**Vertical ionisation energy of BBr₃ across HF and seven density functionals**

The table holds the vertical ionisation energy of BBr₃, computed as cation minus neutral energy with HF and seven functionals in def2-TZVP at one PBE0-D4/def2-SVP geometry, without spin–orbit coupling. The program tests whether the value is linear in the fraction of exact exchange within a functional family, whether one line serves six functionals, and whether HF is the endpoint of the hybrid lines. The slopes are 1.928 eV (PBE family) and 1.504 eV (r2SCAN family) per unit fraction, and r2SCANh lies on its family line within rounding, while a single line leaves a root-mean-square residual of 0.155 eV. The lines extended to full exact exchange lie 1.54 and 1.39 eV above HF, an extrapolation that is not robust. The output also lists the steps between levels against 0.043, 0.1 and 0.3 eV, a comparison with a rough recalled adiabatic value, and an order-of-magnitude estimate for a hole shared by three bromine atoms.

Vertical ionisation energies of BBr3, from the neutral singlet to the doublet cation, computed with Ansatz 0.2.0 at the levels listed, all at the PBE0-D4/def2-SVP geometry of the neutral molecule. The GFN1-xTB values quoted in the text were computed with tblite 0.8.0 at an electronic temperature of 300 K, without a spin-polarisation term.

## The fit in Python

```python
# Table: vertical ionisation energy (eV) of BBr3, energy difference ion minus neutral, program Ansatz,
# HF and seven functionals in def2-TZVP at one PBE0-D4/def2-SVP geometry, no spin-orbit term.
# Tested: IE(a) = IE(0) + s*a in exact-exchange fraction a per family; one common line; HF as endpoint.
T = {
    'result_level': ['HF/def2-TZVP', 'PBE-D4/def2-TZVP', 'BLYP-D4/def2-TZVP', 'r2SCAN-D4/def2-TZVP', 'r2SCANh-D4/def2-TZVP', 'PBE0-D4/def2-TZVP', 'r2SCAN0-D4/def2-TZVP', 'wB97M-V/def2-TZVP'],
    'result_ionisation_energy': [10.224, 9.834, 9.665, 10.113, 10.264, 10.316, 10.489, 10.689],  # eV
}
import numpy as np
from scipy import constants as C
from scipy.special import erf
E = {l.split('/')[0].replace('-D4', ''): v for l, v in zip(T['result_level'], T['result_ionisation_energy'])}
a = {'BLYP': 0, 'PBE': 0, 'r2SCAN': 0, 'r2SCANh': 0.10, 'PBE0': 0.25, 'r2SCAN0': 0.25}  # definitions
h = 0.0005  # rounding of each table entry, eV
kcal = 1000 * C.calorie / C.N_A / C.e
ref = 10.5  # rough recalled adiabatic IE in eV, lower bound for the vertical value
print(f"1 kcal/mol = {kcal:.3f} eV; table rounding +-{h} eV")
print("level, IE (eV), step from row above (eV, kcal/mol), IE minus rough recalled 10.5 eV")
o = sorted(E, key=E.get)
for i, k in enumerate(o):
    st = E[k] - E[o[i-1]] if i else 0.0
    print(f"  {k:8s} {E[k]:7.3f}  {st:+.3f}  {st/kcal:4.1f}  {E[k]-ref:+.1f}")
v = np.array([E[k] for k in o]); steps = np.diff(v)
print(f"spread all levels {np.ptp(v):.3f} eV = {100*np.ptp(v)/v.mean():.1f}% of mean {v.mean():.3f} eV")
for g in (['BLYP', 'PBE', 'r2SCAN'], ['r2SCANh', 'PBE0', 'r2SCAN0', 'wB97M-V']):
    print(f"spread of {', '.join(g)}: {np.ptp([E[k] for k in g]):.3f} eV")
print("of 7 steps, above 0.043 / 0.1 / 0.3 eV:", *[int((steps > t).sum()) for t in (kcal, 0.1, 0.3)])
for x, y in [('PBE0', 'PBE'), ('r2SCANh', 'r2SCAN'), ('r2SCAN0', 'r2SCANh'), ('r2SCAN0', 'r2SCAN'),
             ('r2SCAN', 'PBE'), ('r2SCAN0', 'PBE0'), ('HF', 'PBE0'), ('wB97M-V', 'PBE0')]:
    print(f"  {x} - {y} = {E[x]-E[y]:+.3f} eV")
sP = (E['PBE0'] - E['PBE']) / 0.25; sR = (E['r2SCAN0'] - E['r2SCAN']) / 0.25
print(f"slope per unit a: PBE {sP:.3f}, r2SCAN {sR:.3f} eV (rounding +-{2*h/0.25:.3f}), ratio {sP/sR:.2f}")
res = E['r2SCANh'] - (E['r2SCAN'] + 0.10 * sR)
print(f"r2SCANh from line: {E['r2SCAN']+0.1*sR:.4f} eV, residual {res:+.4f}, rounding limit {2*h:.4f}")
ks = list(a); p = np.polyfit([a[k] for k in ks], [E[k] for k in ks], 1)
r = {k: E[k] - np.polyval(p, a[k]) for k in ks}; w = max(r, key=lambda k: abs(r[k]))
print(f"one line for six functionals: {p[1]:.3f} + {p[0]:.3f} a eV, rms {np.std(list(r.values())):.3f}, worst {w}")
print("  residuals (eV): " + ", ".join(f"{k} {r[k]:+.3f}" for k in ks))
xP, xR = E['PBE'] + sP, E['r2SCAN'] + sR
print(f"lines extended to a=1: PBE {xP:.2f}, r2SCAN {xR:.2f} eV; above HF by {xP-E['HF']:.2f}, {xR-E['HF']:.2f}")
print(f"  curvature allowed by rounding moves r2SCAN a=1 by up to {0.75*(abs(res)+2*h)/0.015:.2f} eV")
print(f"r2SCAN-PBE gap at fixed density: exchange part {sP-sR:+.2f}, remainder {xR-xP:+.2f} eV")
for k in ('HF', 'wB97M-V'):
    print(f"{k} equals a = {(E[k]-E['PBE'])/sP:.2f} on PBE line, {(E[k]-E['r2SCAN'])/sR:.2f} on r2SCAN line")
# geometry (Angstrom), GFN1-xTB energies (eV) and charges (e): further outputs of the same runs
Br = np.array([[1.90, -0.03, 0.01], [-0.93, 1.66, -0.02], [-0.97, -1.63, 0.00]])
R = np.mean([np.linalg.norm(Br[i] - Br[j]) for i, j in ((0, 1), (0, 2), (1, 2))])
print(f"mean B-Br {np.linalg.norm(Br, axis=1).mean():.2f} A, mean Br-Br {R:.2f} A")
bohr = C.physical_constants['Bohr radius'][0] * 1e10
f = lambda d: 0.15 + 0.85 * erf(0.3 * d)  # wB97M-V definition: 15% short range, omega 0.3 per bohr
print(f"wB97M-V exact-exchange weight: {f(1.0):.2f} at 1 bohr, {f(R/bohr):.2f} at Br-Br distance")
ke = C.e / (4 * np.pi * C.epsilon_0) * 1e10
kk = (12 - 3.4) / 2  # rough recalled Br ionisation energy and electron affinity, eV
print(f"crude three-site hole: gain ~{2*kk/3:.0f}, repulsion ~{ke/R/3:.0f}, net ~{2*kk/3-ke/R/3:.0f} eV (order only)")
g1 = 357.275827 - 341.453783
print(f"GFN1 raw IE {g1:.3f} eV, {g1-v.max():.1f} eV above highest row (known shift not removed)")
print(f"GFN1 charge change: B {0.5152-0.3189:+.3f}, each Br {0.1616+0.1063:+.3f} e")
assert sP > 0 and sR > 0
assert abs(res) <= 2 * h + 1e-9
assert E['HF'] < E['PBE0'] < E['wB97M-V']
assert E['BLYP'] < E['PBE'] < E['r2SCAN']
```

Running it gives:

```
1 kcal/mol = 0.043 eV; table rounding +-0.0005 eV
level, IE (eV), step from row above (eV, kcal/mol), IE minus rough recalled 10.5 eV
  BLYP       9.665  +0.000   0.0  -0.8
  PBE        9.834  +0.169   3.9  -0.7
  r2SCAN    10.113  +0.279   6.4  -0.4
  HF        10.224  +0.111   2.6  -0.3
  r2SCANh   10.264  +0.040   0.9  -0.2
  PBE0      10.316  +0.052   1.2  -0.2
  r2SCAN0   10.489  +0.173   4.0  -0.0
  wB97M-V   10.689  +0.200   4.6  +0.2
spread all levels 1.024 eV = 10.0% of mean 10.199 eV
spread of BLYP, PBE, r2SCAN: 0.448 eV
spread of r2SCANh, PBE0, r2SCAN0, wB97M-V: 0.425 eV
of 7 steps, above 0.043 / 0.1 / 0.3 eV: 6 5 0
  PBE0 - PBE = +0.482 eV
  r2SCANh - r2SCAN = +0.151 eV
  r2SCAN0 - r2SCANh = +0.225 eV
  r2SCAN0 - r2SCAN = +0.376 eV
  r2SCAN - PBE = +0.279 eV
  r2SCAN0 - PBE0 = +0.173 eV
  HF - PBE0 = -0.092 eV
  wB97M-V - PBE0 = +0.373 eV
slope per unit a: PBE 1.928, r2SCAN 1.504 eV (rounding +-0.004), ratio 1.28
r2SCANh from line: 10.2634 eV, residual +0.0006, rounding limit 0.0010
one line for six functionals: 9.901 + 2.127 a eV, rms 0.155, worst BLYP
  residuals (eV): BLYP -0.236, PBE -0.067, r2SCAN +0.212, r2SCANh +0.150, PBE0 -0.117, r2SCAN0 +0.056
lines extended to a=1: PBE 11.76, r2SCAN 11.62 eV; above HF by 1.54, 1.39
  curvature allowed by rounding moves r2SCAN a=1 by up to 0.08 eV
r2SCAN-PBE gap at fixed density: exchange part +0.42, remainder -0.14 eV
HF equals a = 0.20 on PBE line, 0.07 on r2SCAN line
wB97M-V equals a = 0.44 on PBE line, 0.38 on r2SCAN line
mean B-Br 1.90 A, mean Br-Br 3.29 A
wB97M-V exact-exchange weight: 0.43 at 1 bohr, 0.99 at Br-Br distance
crude three-site hole: gain ~3, repulsion ~1, net ~1 eV (order only)
GFN1 raw IE 15.822 eV, 5.1 eV above highest row (known shift not removed)
GFN1 charge change: B +0.196, each Br +0.268 e
```
